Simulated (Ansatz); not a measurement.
**Correcting a cheap level on molecular compounds of Si**

The vertical ionisation energy (cation less neutral) in eV of 7 molecular compounds of Si: x at wB97M-V/def2-TZVPP, y at CCSD(T)/def2-TZVPP. Shapes, held fixed at every level: PBE0-D4/def2-TZVP. Flexible molecules stand in one conformer, not always the lowest. Programs: Ansatz 0.2.0.

```
                               molecule  x (eV)  y (eV)
Si3NH6Br (SMILES [SiH3]N([SiH3])[Si]Br)    9.21    9.12
                                Si(SH)2    9.24    9.17
                             Si(OH)(SH)    9.39    9.37
     C4H9ClOSi (SMILES CC(C)(C)O[Si]Cl)    9.41    9.34
                              Si(NH2)Cl    9.49    9.43
          Si2H4O2 (SMILES O[Si]O[SiH3])    9.60       ?
                               Si(NH2)F    9.74    9.69
```

Problem. Fit y = c + s·x to the known rows and predict y for Si2H4O2.

Solution. 
1. Means of the 6 rows: x = 9.4133, y = 9.353.
2. Σ(Δx)² = 0.18453, Σ(Δx·Δy) = 0.19473, so the slope is 0.19473/0.18453 = 1.0553.
3. Intercept: 9.353 − (1.0553) × 9.4133 = -0.581. The largest residual of the fit is 0.041.
4. Si2H4O2: -0.581 + 1.0553 × 9.60 = 9.55 eV.

CCSD(T)/def2-TZVPP gives 9.56 eV, so the prediction is off by -0.01 eV, within the largest residual. Uncorrected, wB97M-V/def2-TZVPP misses it by +0.04 eV, and the other rows by 0.06 on average. The line overshoots: the miss goes from +0.04 to -0.01. Left out in turn, the other rows are missed by 0.02 eV on average, so much of the error is systematic among these molecules. Cations run unrestricted. Relativity is left out for Br. Outer-core shells of Br are correlated, in sets that cover them unevenly.

All seven molecules are silylenes, with divalent silicon carrying an s-rich lone pair, and the electron probably leaves mainly from that orbital. This common origin would explain why the density functional's error is so uniform: it lies above CCSD(T) in every row, and the correction is close to a rigid shift. The slope's small departure from unity therefore carries little physical meaning.

The closest comparisons follow electronegativity. Replacing Cl by F in the aminosilylenes raises the CCSD(T) value from 9.43 to 9.69 eV, and replacing one SH of Si(SH)2 by OH raises it from 9.17 to 9.37 eV. The more electronegative substituent withdraws σ density and deepens the lone pair, while the softer Cl and SH groups better stabilise the cation by polarisation. The two methods agree on the order except for Si(OH)(SH) and C4H9ClOSi, which swap places, so gaps this small are not settled by the cheaper level. Whether the fit carries over to tetravalent silicon compounds, where ionisation removes a σ-bonding or substituent electron instead, is not tested here.
